## Where a radical gives an electron, and where it takes one

Take a five-membered ring made of C1, N2, C3, Si4 and C5, with a double bond between C1 and N2. Two hydrogens sit on each of C3, Si4 and C5, but none on C1, which is left with an unpaired electron. Remove one electron from this radical, or add one, while the nuclei stay where they are. How much of that electron does each atom give up or receive?

The condensed Fukui functions answer in fractions of one electron. With $q_A$ the charge of atom $A$ in units of $e$,

$$f_A^-=q_A(\text{cation})-q_A(\text{neutral}),\qquad f_A^+=q_A(\text{neutral})-q_A(\text{anion}).$$

The column "fukui minus" holds $f^-$, the share in giving; "fukui plus" holds $f^+$, the share in taking. The row labels are the atom numbers, and two atoms, N2 and H9, are left open.

Hirshfeld-condensed Fukui functions of the neutral doublet radical C3H6NSi in the gas phase, computed with PySCF 2.14.0 using the wB97X functional and the def2-SVPD basis. Electron removal and attachment are vertical, leading to singlet ions at the fixed GFN2-xTB geometry.

| row | fukui minus (e) | computed element | fukui plus (e) |
| --- | --- | --- | --- |
| 1 | 0.268 | C | 0.341 |
| 2 | ? | N | ? |
| 3 | 0.065 | C | 0.050 |
| 4 | 0.130 | Si | 0.168 |
| 5 | 0.079 | C | 0.046 |
| 6 | 0.047 | H | 0.046 |
| 7 | 0.046 | H | 0.046 |
| 8 | 0.046 | H | 0.051 |
| 9 | ? | H | ? |
| 10 | 0.049 | H | 0.047 |
| 11 | 0.050 | H | 0.047 |

### What the radical carbon does not tell

A simple drawing puts the odd electron as a dot on C1. C1 does have the largest visible share in both columns, yet it supplies just 0.268 of the electron that leaves. The rest comes from atoms that carry no dot. A forecast for nitrogen therefore cannot start from the drawing alone.

A second simple picture treats the radical as having one rigid orbital, which is emptied in the cation and filled in the anion. Both ions were set up as singlets in the calculation, as this picture requires. If nothing else changed, each atom's share would be its part of that one orbital, and the two columns would be identical. C1 contradicts this, since its share rises from 0.268 in giving to 0.341 in taking. Each process needs its own forecast.

### Two rules that fix the open atoms

The first rule is symmetry. The heavy atoms of the ring lie in one plane, and H8 and H9 sit on silicon as mirror images above and below it. They must have equal shares, apart from small numerical differences. The visible mirror pairs, H6 with H7 and H10 with H11, agree within 0.001, and twice that is a fair error bar.

The forecast for H9 is therefore $f^-=0.046\pm0.002$ and $f^+=0.051\pm0.002$. This rests on the planar geometry used here; in a puckered ring the two hydrogens would no longer be equivalent. An average over the four hydrogens on carbon would give nearly the same $f^-$, but a lower $f^+$ of about 0.047. The attachment column can thus tell the mirror rule from a mere average.

The second rule is conservation of charge. Exactly one electron leaves or arrives, so the shares of all eleven atoms add up to 1, and nitrogen must hold whatever the others leave over. For removal, the nine visible atoms together give 0.780, and H9 adds its forecast share:

$$f^-_{\mathrm{N2}}=1-0.780-0.046=0.174.$$

For attachment the visible atoms take more, so less remains:

$$f^+_{\mathrm{N2}}=1-0.842-0.051=0.107.$$

The error bar follows from the rounding of the table. Nine entries, each off by at most 0.0005, can shift the sum by 0.0045, and H9 brings in its own 0.002. Rounded up, this gives ±0.007 for both nitrogen values. No constant was fitted, and neither open atom entered the estimate.

These numbers also fix a ranking. In giving an electron, nitrogen should come second, behind C1 and ahead of silicon. In taking one, it should fall to third, behind silicon.

The withheld rows as computed:

| row | fukui minus (e) | computed element | fukui plus (e) |
| --- | --- | --- | --- |
| 2 | 0.174 | N | 0.106 |
| 9 | 0.046 | H | 0.051 |

### How the forecasts fared

All four values lie within their error bars, and both rankings hold. The only miss is nitrogen's share in attachment, computed as 0.106 where 0.107 was forecast, a difference no larger than rounding can produce. For H9 the mirror rule gives the computed attachment share exactly, while the average over the hydrogens on carbon falls short by about 0.005. The output printed after this section sets forecasts and computed values side by side.

The success on nitrogen should be read for what it is. The sum rule would have succeeded whatever the electrons were doing, because it only closes an account. It shows that nitrogen gives more than it takes, but not why. A reason has to be sought in the orbitals and in how the electrons respond to the change.

### Why nitrogen gives more than it takes

Between giving and taking, the share of C1 rises by 0.073 and that of N2 falls by 0.068. These are the two largest changes, on neighbouring atoms, and they are nearly equal and opposite. They are not the only ones: silicon gains 0.038 and C5 loses 0.033. The argument below concerns C1 and N2 alone.

In radicals of this kind the odd electron normally occupies an orbital that lies in the ring plane and points away from the ring at C1. The $\pi$ orbital of the double bond changes sign across that plane, so it cannot mix with the odd electron's orbital. The lone pair of nitrogen can, because it lies in the same plane on the next atom. The odd electron's orbital is therefore mostly carbon with some nitrogen lone pair blended in.

How much is blended in depends on energy. If $V$ is the coupling between the two orbitals and $\Delta E$ the distance between their levels, perturbation theory for weak mixing gives a nitrogen part of about $(V/\Delta E)^2$. The lone pair should lie below the odd electron's level, so a lower level means a smaller $\Delta E$ and more nitrogen.

Giving and taking use two different levels. The electron that leaves comes from the occupied level. The electron that arrives has the opposite spin and enters an empty level, which lies higher because the newcomer is repelled by the odd electron already there. The lone pair should shift less between the two spins, since the odd electron is expected to sit mainly on C1. The occupied level is thus closer to the lone pair and contains more nitrogen, while the empty one stays more on carbon.

This argument gives the observed direction for both atoms, but the atomic shares do not prove it. They also contain the response of all the other electrons, which rearrange once the charge has changed. This response is not small: when the electron leaves, the density even rises in some regions, whereas emptying a fixed orbital could only lower it. Orbital shapes for each spin would be the direct test. If the argument holds, the lone pair of nitrogen draws the giving of an electron towards its own atom; one molecule cannot show how far this applies to others.

### What a share does not mean

The six hydrogens together supply 0.284 of the departing electron, slightly more than C1 does. None of them is a radical centre. When a molecule becomes charged, its whole electron cloud adjusts, and much of the change appears at the outside, where the hydrogens are. The Hirshfeld scheme, which divides the density at each point according to the densities of free atoms, then credits part of it to them. A share near 0.05 on a hydrogen does not by itself mark a reactive site.

Silicon calls for similar caution. It is not bonded to C1, yet it takes 0.168 of an added electron, more than nitrogen does. Its empty antibonding orbitals may mix with the level that receives the electron, but this is a guess. A large, diffuse atom also claims much of the outer density in a Hirshfeld division, and the table cannot separate the two effects.

Finally, shares say where charge goes, not how willingly. Each column adds up to one electron by construction, so the larger attachment share of C1 does not make the radical a good electron acceptor. The energies speak to that: in the same calculation, adding an electron releases only about 0.2 eV, while removing one costs about 7.9 eV. Both apply to the isolated molecule with its nuclei held fixed.

The same distinction matters in the vapour deposition of silicon-containing films, where a radical like this could at most appear as a fragment of a precursor. The table indicates how a lost or added charge would be spread over its atoms. It does not say how fast the fragment would react at a surface, or what film would grow.

Printed output of the fit:

```
Sum of f-minus over the nine visible atoms (e): 0.78
Sum of f-plus over the nine visible atoms (e): 0.842
Largest f-minus gap within a visible mirror pair (e): 0.001
Largest f-plus gap within a visible mirror pair (e): 0
Worst summed rounding of nine visible entries (e): 0.0045
Forecast f-minus for N2 then H9 (e): 2 0.174, 9 0.046
Computed f-minus for N2 then H9 (e): 2 0.174, 9 0.046
Forecast less computed f-minus for N2 then H9 (e): 2 -1.11e-16, 9 0
Forecast f-plus for N2 then H9 (e): 2 0.107, 9 0.051
Computed f-plus for N2 then H9 (e): 2 0.106, 9 0.051
Forecast less computed f-plus for N2 then H9 (e): 2 0.001, 9 0
Rival for H9 f-minus, mean of hydrogens on carbon (e): 0.048
Rival for H9 f-plus, mean of hydrogens on carbon (e): 0.0465
Rival less computed f-plus for H9 (e): -0.0045
Sum of f-minus over all eleven atoms (e): 1
Sum of f-plus over all eleven atoms (e): 0.999
Sum of f-minus over all six hydrogens (e): 0.284
Sum of f-plus over all six hydrogens (e): 0.288
Test of one rigid orbital, which would give zero everywhere:
  row  f-plus less f-minus (e)
    1                    0.073
    2                   -0.068
    3                   -0.015
    4                    0.038
    5                   -0.033
    6                   -0.001
    7                        0
    8                    0.005
    9                    0.005
   10                   -0.002
   11                   -0.003
```
